\section*{Appendix: Floating-gate interference in two-cell and four-cell models}

\subsection*{Network and definition of the shift}

Each floating gate $i$ is a conductor with charge $Q_i$ and potential $\phi_i$. It has mutual capacitances $C_{ij}$ to other floating gates, a capacitance $C_{G,i}$ to its own word line, and a total capacitance $C_{T,i}$, the sum of all its capacitances, the parasitic ones included. Channels and unselected lines are held at fixed potentials during a read, and all capacitances are independent of voltage. With $B_{il}$ the capacitance from gate $i$ to line $l$ at voltage $V_l$,
\begin{equation}
Q_i=\sum_j K_{ij}\phi_j-\sum_l B_{il}V_l ,\qquad K_{ii}=C_{T,i},\quad K_{ij}=-C_{ij}.
\end{equation}
The threshold $V_{T,i}$ is the voltage on the word line $w(i)$ of cell $i$ at which $\phi_i$ reaches a fixed value. Let $P=K^{-1}$ and $a_i=\partial\phi_i/\partial V_{w(i)}=(PB)_{i,w(i)}$, which equals the gate coupling ratio $\alpha_{G,i}=C_{G,i}/C_{T,i}$ at zeroth order in the parasitic ratios. Setting $\Delta\phi_i=0$ gives
\begin{equation}
a_i\,\Delta V_{T,i}=-\sum_j P_{ij}\,\Delta Q_j ,
\label{eq:shift}
\end{equation}
so added electrons ($\Delta Q<0$) raise thresholds. Multiplying by $K$ and taking the row of a victim $v$ with $\Delta Q_v=0$ yields
\begin{equation}
\Delta V_{T,v}=\sum_k \frac{C_{vk}}{C_{T,v}}\,\frac{a_k}{a_v}\,\Delta V_{T,k}.
\label{eq:sum}
\end{equation}
This rule is exact within the network, provided $\Delta V_{T,k}$ is the whole apparent shift of every neighbour, including neighbours that received no charge and were only disturbed. Their shifts are already of first order, so they enter at second order. Dropping them, and setting $a_k=a_v$, leaves the first-order statement $\Delta V_{T,v}\simeq\sum_k (C_{vk}/C_{T,v})\Delta V_{T,k}$ for the effect described by Lee, Hur and Choi (2002).

The time origin follows from the condition $\Delta Q_v=0$. Program-verify adds charge to the victim until its apparent threshold reaches the target, whatever the neighbours hold at that moment, so earlier aggressor shifts are absorbed in $Q_v$. The victim charge is constant only afterwards, and Eq.~\eqref{eq:sum} applies to increments counted from that last verify.

\subsection*{Two cells}

Take victim 1 and aggressor 2 on different word lines, coupled by $C$, each gate coupled to no swept line but its own. Then
\begin{equation}
P=\frac{1}{C_{T,1}C_{T,2}-C^2}\begin{pmatrix}C_{T,2}&C\\ C&C_{T,1}\end{pmatrix},\qquad a_i=P_{ii}C_{G,i}.
\end{equation}
Equation~\eqref{eq:shift} gives $\Delta V_{T,2}=-\Delta Q_2/C_{G,2}$ and $\Delta V_{T,1}=-(C/C_{T,2})\Delta Q_2/C_{G,1}$, hence
\begin{equation}
\frac{\Delta V_{T,1}}{\Delta V_{T,2}}=\frac{C}{C_{T,1}}\,\frac{\alpha_{G,2}}{\alpha_{G,1}} .
\label{eq:two}
\end{equation}
The aggressor shift is converted to a floating-gate potential by $\alpha_{G,2}$, divided down by $C/C_{T,1}$, and converted back by $1/\alpha_{G,1}$. The coupling ratios cancel only if they are equal, and then $C/C_T$ is exact to all orders in $C$. For two cells exchanged by a symmetry, $a_1=a_2$ also holds with a shared word line or with fringe coupling to the other line.

\subsection*{Four cells}

Higher-order terms need an indirect path from aggressor to victim. The smallest cluster with all three kinds of neighbour is the $2\times2$ plaquette: victim $V$, neighbour $X$ on the same word line, $Y$ on the next word line in the same string, and diagonal $D$. The cells are identical, gates outside the plaquette are held at fixed potential but still count in $C_T$, and $g_\mu=C_\mu/C_T$ for $\mu=x,y,d$. Two reflections map the four cells onto one another, so all $a_i$ are equal and drop out. The eigenvectors of $K$ are $\tfrac12(1,s,t,st)$ in the order $V,X,Y,D$, with $s,t=\pm1$ and
\begin{equation}
\Lambda_{st}=C_T\,(1-s g_x-t g_y-st\,g_d).
\end{equation}
If only neighbour $k$ is charged, the ratio is $\Gamma_k=P_{Vk}/P_{kk}$:
\begin{equation}
(\Gamma_x,\Gamma_y,\Gamma_d)=\frac{\sum_{s,t}(s,\;t,\;st)/\Lambda_{st}}{\sum_{s,t}1/\Lambda_{st}} .
\end{equation}
Expansion gives
\begin{equation}
\Gamma_x=g_x+2g_yg_d+O(g^3),\quad \Gamma_y=g_y+2g_xg_d+O(g^3),\quad \Gamma_d=g_d+2g_xg_y+O(g^3),
\end{equation}
each product being the two paths through an uncharged neighbour.

If instead $Y$ and $D$ are both programmed and end at apparent shifts $y$ and $d$, while $V$ and $X$ keep their charge, Eq.~\eqref{eq:sum} written for $V$ and for $X$ closes on itself:
\begin{equation}
\Delta V_{T,V}=\frac{(g_y+g_xg_d)\,y+(g_d+g_xg_y)\,d}{1-g_x^2}.
\end{equation}
For $y=d=S$ this is $(g_y+g_d)S/(1-g_x)$. The same argument for two complete word lines, the second shifted uniformly by $S$, has two $x$ and two diagonal neighbours per cell:
\begin{equation}
\frac{\Delta V_{T,V}}{S}=\frac{g_y+2g_d}{1-2g_x}.
\label{eq:row}
\end{equation}

\subsection*{Numbers for a 20 nm array with word-line air gaps}

All inputs below are assumed. They were chosen so that $g_y$ with the gap lies in the typical range of roughly 0.05 to 0.1 and so that the gap removes roughly a quarter of the total coupling, a typical size; the results are therefore the model's and test neither value. Gate width $W$, length $L$ and word-line spacing $\ell$ are 20~nm, the facing sidewall height is $H=30$~nm, and SiO$_2$ has relative permittivity 3.9. Further, $C_G=5.50$~aF, $C_S=2.50$~aF (channel, substrate and other lines), $C_x=0.35$~aF and $C_d=0.05$~aF, all kept the same with and without the gap. The word-line coupling is $C_y=C_b+\kappa\varepsilon_0WH/\ell$, where $C_b=0.40$~aF stands for field lines that bypass the gap. With a 3~nm oxide liner on each wall and 14~nm of air (permittivity 1) in series,
\begin{equation}
\kappa=\frac{20}{6/3.9+14}=1.29 ,
\end{equation}
and the plate term falls from 1.04 to 0.34~aF. The total is $C_T=C_G+C_S+2C_x+2C_y+4C_d$, with $C_y$ rounded as tabulated.

\begin{center}
\begin{tabular}{lcc}
\hline
 & oxide fill & air gap\\
\hline
$C_y$ (aF) & 1.44 & 0.74\\
$C_T$ (aF) & 11.78 & 10.38\\
$\alpha_G$ & 0.47 & 0.53\\
$g_x$, $\Gamma_x$ & 0.0297, 0.0317 & 0.0337, 0.0348\\
$g_y$, $\Gamma_y$ & 0.1222, 0.1227 & 0.0713, 0.0718\\
$g_d$, $\Gamma_d$ & 0.0042, 0.0118 & 0.0048, 0.0097\\
\hline
\end{tabular}
\end{center}

Four decimals serve only to compare orders within the model. For the air gap, $\Lambda_{++},\Lambda_{+-},\Lambda_{-+},\Lambda_{--}=9.24$, 10.82, 10.04 and 11.42~aF. The first-order ratio falls short of the exact one by 0.7 per cent for $Y$ and 3 per cent for $X$. For the diagonal it misses by a factor of two, because $2g_xg_y=0.0048$ is as large as $g_d$: the expansion is in powers of $g$, and $g_d$ is numerically of second order. A diagonal ratio extracted from a single-aggressor pattern is thus not $C_d/C_T$. The gap lowers the sum $2g_x+2g_y+4g_d$ over all eight neighbours from 0.32 to 0.23, by 29 per cent, and it raises $g_x$ because $C_T$ shrinks.

For a whole programmed word line, Eq.~\eqref{eq:row} gives 0.0868 with the gap, 7 per cent above the first-order 0.0809, and 0.139 with oxide. Assume a swing $S=5.0$~V when the next line is written in one pass after the victim, and $S=2.0$~V when its coarse pass precedes the last verify of the victim and only its fine pass follows. The model's victim shifts with the gap are 0.43 and 0.17~V, against 0.69 and 0.28~V with oxide. In these inputs the order of programming is worth more than the gap. With each gate coupled only to its own word line, a uniform sweep of one of the two lines has
\begin{equation}
a=\frac{C_G\,(C_T-2C_x)}{(C_T-2C_x)^2-(C_y+2C_d)^2}=0.57 ,
\end{equation}
so the two-pass shift means that, at fixed gate voltage, the electron energy on the victim gate rises by 0.10~eV, or $3.8\,k_BT$ at 300~K, although its charge has not changed.

\subsection*{Limits of the first-order statement}

\emph{Unequal cells.} Assume $C_{G,1}=5.20$ and $C_{G,2}=5.80$~aF, other air-gap inputs unchanged, so $C_{T,1}=10.08$ and $C_{T,2}=10.68$~aF. Equation~\eqref{eq:two} gives 0.0773 where $C_y/C_{T,1}=0.0734$. The factor $\alpha_{G,2}/\alpha_{G,1}=1.053$ multiplies the first-order term itself and here exceeds the higher-order correction to $\Gamma_y$. It matters for cell-to-cell spread and for edge word lines.

\emph{Direct coupling to the channel.} If the aggressor gate also couples to the victim channel through $C_{\rm ch}$, threshold is fixed by the induced channel charge, that is by $\phi_1+\eta\phi_2$ with $\eta=C_{\rm ch}/C_{\rm tun}$ and $C_{\rm tun}$ the tunnel-oxide capacitance. For two identical cells with $g=C/C_T$, $P_{12}$ is replaced by $P_{12}+\eta P_{22}$ and $P_{22}$ by $P_{22}+\eta P_{12}$, so
\begin{equation}
\frac{\Delta V_{T,1}}{\Delta V_{T,2}}=\frac{g+\eta}{1+g\eta}.
\end{equation}
This term is of first order in a parasitic capacitance and is absent from the sum over $C_k/C_T$. It is referred to $C_{\rm tun}$, which is much smaller than $C_T$. An assumed 7~nm tunnel oxide gives $C_{\rm tun}=3.9\,\varepsilon_0WL/(7~{\rm nm})=1.97$~aF, and an assumed $C_{\rm ch}=0.05$~aF gives $\eta=0.025$. The model's ratio for the $Y$ neighbour then rises from 0.071 to 0.096, by 35 per cent, more than any higher-order correction to $g_x$ or $g_y$ found above. An interference ratio read from threshold shifts should therefore be identified with $C_k/C_T$ only when this path is known to be small.